## A bright state where no bound exciton can lie

The calculated excitons of AlN break off after the first rung of the hydrogen-like series that they should form. The second bright state lies not just below the gap, where the series would put it, but more than half an electronvolt above it. The most likely cause is the coarse mesh of k points on which the electron–hole pairs were built. It leaves room for only one bound state per valence band and breaks the continuum above into clumps.

GPAW 26.7.0, Bethe–Salpeter equation on LDA states (PAW, plane waves to 650 eV, 8 × 8 × 4 k mesh) for wurtzite AlN with its volume scaled by 1.04. Pairs are built from 3 valence and 4 conduction bands on a 7 × 7 × 4 k mesh, with the gap raised by 1.63 eV (from G0W0), a response cutoff of 50 eV and no spin–orbit coupling; weights are for light polarised along c.

```
row  exciton energies (eV)  exciton weights
  1                  5.148            0.307
  2                  5.320            0.000
  3                  5.321            0.000
  4                  6.124            1.080
  5                  6.253            0.000
  6                  6.255            0.000
  7                  6.266            0.000
  8                  6.269            0.000
  9                  6.362            0.000
 10                  6.362            0.000
 11                  6.369            0.000
 12                  6.375            0.000
 13                  6.376            0.000
 14                  6.401            0.000
 15                  6.409            0.000
 16                  6.413            0.000
 17                  6.431            0.000
 18                  6.432            0.000
 19                  6.449            0.000
 20                  6.773            0.000
 21                  6.836            0.000
 22                  6.905            0.000
 23                  6.905            0.000
 24                  6.927            0.000
```

The exciton energies are the energies needed to create an electron–hole pair, with the attraction between the two included. The exciton weights measure how strongly each pair couples to light polarised along the hexagonal c axis. A weight of zero therefore means dark for this polarisation, not dark for all light. Only rows 1 and 4 are bright; the other 22 have no weight at the printed precision.

### What a hydrogen-like series would give

An electron and a hole in a crystal attract each other much as the electron and proton do in a hydrogen atom, only more weakly, because the crystal screens their charges. If the pair is spread over many cells, its bound states form a series below the gap. The binding falls as 1/n² and the brightness of the s-like states as 1/n³, where n numbers the rungs. The brightness falls because light creates the electron and the hole at the same place, and a wider state has less of its density there.

The estimate needs only the gap and row 1. The density-functional gap of 3.919 eV, raised by the many-body correction of 1.63 eV, gives 5.549 eV. Row 1 lies at 5.148 eV and is thus bound by 0.401 eV.

The second rung should be bound by a quarter of this, 0.100 eV, and so lie at 5.449 eV. Its weight should be one eighth of that of row 1, or about 0.04. Since row 1 sets the scale of the series, only the later rungs can test it.

They fail the test clearly. No row lies near the second rung, and the next bright state, row 4, is 0.675 eV too high. It is also 3.5 times as bright as row 1, where the series asks for a much fainter state. A better value of the binding would not rescue the assignment, because every rung of this series must lie below the gap and row 4 lies 0.575 eV above it.

### Why the series stops after one rung

An exciton is a mixture of vertical transitions, each at one k point. A state that is wide in real space is narrow in k space, and the mesh must be fine enough to draw its shape. Here the pairs were built on a 7 × 7 × 4 mesh, coarser in the plane than the one used for the ground state. Such a mesh treats the crystal as if the pair met its own copy after 7 × 3.154 Å = 22.1 Å in the plane and 4 × 5.046 Å = 20.2 Å along c.

This is tight even for the first rung, since the exciton in AlN has a radius of the order of a nanometre. In the hydrogen picture the second rung is about four times as wide, so it does not fit. The same obstacle can be stated in energies. The second state needs a node, which has to be made by mixing the zone centre, where AlN has its direct gap, with k points close by. The nearest points of this mesh are already so far up the steep conduction band that a pair there costs extra energy of the order of an electronvolt.

The number of low states agrees with this reading. Exactly three rows lie below the gap, and three valence bands entered the calculation. One k point, the lowest conduction band and three valence bands give three pairs. After them comes an empty stretch of 0.803 eV up to row 4, as if the next pairs had to wait for the next k points. The count makes the mesh the likely cause; a repeat on finer meshes would decide it, because the empty stretch should then fill from above and further rungs should appear below the gap.

The mesh also affects the one rung that survives. If a bound state rests almost wholly on a single k point, it gains the attraction of a pair held in a small box but pays little of the kinetic energy that such confinement should cost. The calculated binding of 0.4 eV is several times the measured one, which is below about 0.1 eV. The mesh is probably not the only reason, since screening by the moving ions, left out here, also weakens the binding in the real crystal. Row 1 thus shows which of the lowest states is bright for this light, but it is a poor measure of how strongly that state is bound.

### Why row 4 is so bright

Away from the zone centre, k points come in sets that the symmetry of the crystal makes equivalent. The transitions at these points have equal energies, and the electron–hole interaction mixes them into common states. In one combination all the transitions swing in phase with the light. For N equal transitions the amplitude of this combination is √N times that of a single one, and its brightness N times. The other combinations cancel and go dark.

Row 4 looks like such an in-phase state. It has several times the weight of row 1, and it is followed by a crowd of dark rows, as expected if one member of a set collects the strength of all. The assignment rests on this argument, since the make-up of the state was not analysed. In a real crystal the same strength would be spread over a continuous band of absorption.

The rows above it show the same graininess. Most of them follow one another within about 0.01 eV, but between rows 19 and 20 the list jumps by 0.324 eV. Clumps separated by empty stretches are what a coarse mesh makes of a continuum. The small spacings inside a clump therefore carry no physical message, all the less so because only a few bands were included.

For anyone who compares such a list with a measured spectrum, row 4 should not be reported as an absorption line of AlN. Nor is it the maximum of the calculated spectrum. That maximum lies at 6.95 eV, just beyond the last row, where further bright states must add their strength.

### Why the other low states are dark

The darkness of rows 2 and 3 has a different origin, which a finer mesh would not remove. The two rows lie within about 0.001 eV of each other and are, apart from small numerical errors, a pair of equal states. A rotation about the c axis mixes the members of such a pair, whereas light polarised along c is unchanged by the rotation. It has no means of preferring one direction in the plane, so it can excite neither member.

The chemistry behind this lies in the top of the valence band, which consists mainly of nitrogen 2p orbitals. In wurtzite the c axis differs from the directions in the plane, and this splits the p orbitals into one along c and two across it. In AlN the orbital along c is known to lie highest, so the hole of the lowest exciton should point along c. The make-up of the states was not printed, but the order and the weights of rows 1 to 3 fit this picture. The electron sits in an s-like conduction state. A transition from a p orbital to an s orbital is driven by light polarised along that p orbital, which makes row 1 bright and leaves rows 2 and 3 dark.

The same crystal calculated for light polarised in the plane would show the reverse. Row 1 would be dark, and rows 2 and 3 would be allowed to shine. The break in the series would remain, because it stems from the mesh and not from the polarisation. A crystal with very compact excitons, such as LiF, would suffer much less from the same mesh, since a pair confined to a few cells is broad in k space and needs only a few points to draw it.

### What follows for ultraviolet emitters

AlN and its alloys with gallium serve in light-emitting diodes for the deep ultraviolet, and there the order of the first three rows matters. Light polarised along c travels mainly sideways, at right angles to c. In the usual device, grown with c upright, much of it heads for the edges of the chip instead of leaving through the top or bottom face. Sidewalls that redirect the light, or layers grown with c lying in the plane, address this loss directly.

Thermal energy does not get round this loss at room temperature. Rows 2 and 3 lie 0.172 eV above row 1, which is nearly seven times the thermal energy at 300 K. In thermal equilibrium each of them would hold only about a thousandth of the population of row 1. Spin–orbit coupling, which was left out, shifts these states by only some hundredths of an electronvolt and would not change the picture. Adding enough gallium does change it, because in GaN the orbitals across c lie highest and the lowest exciton emits readily through the top face.

The energies themselves should not be used to choose an emission wavelength. The cell was expanded by 4 % in volume, which normally lowers the gap of AlN, and the overestimated binding pulls row 1 down further. What carries over to layers of nearly pure AlN is the order of the states and their polarisation, both of which rest on symmetry and on the well-known order of the nitrogen p orbitals.
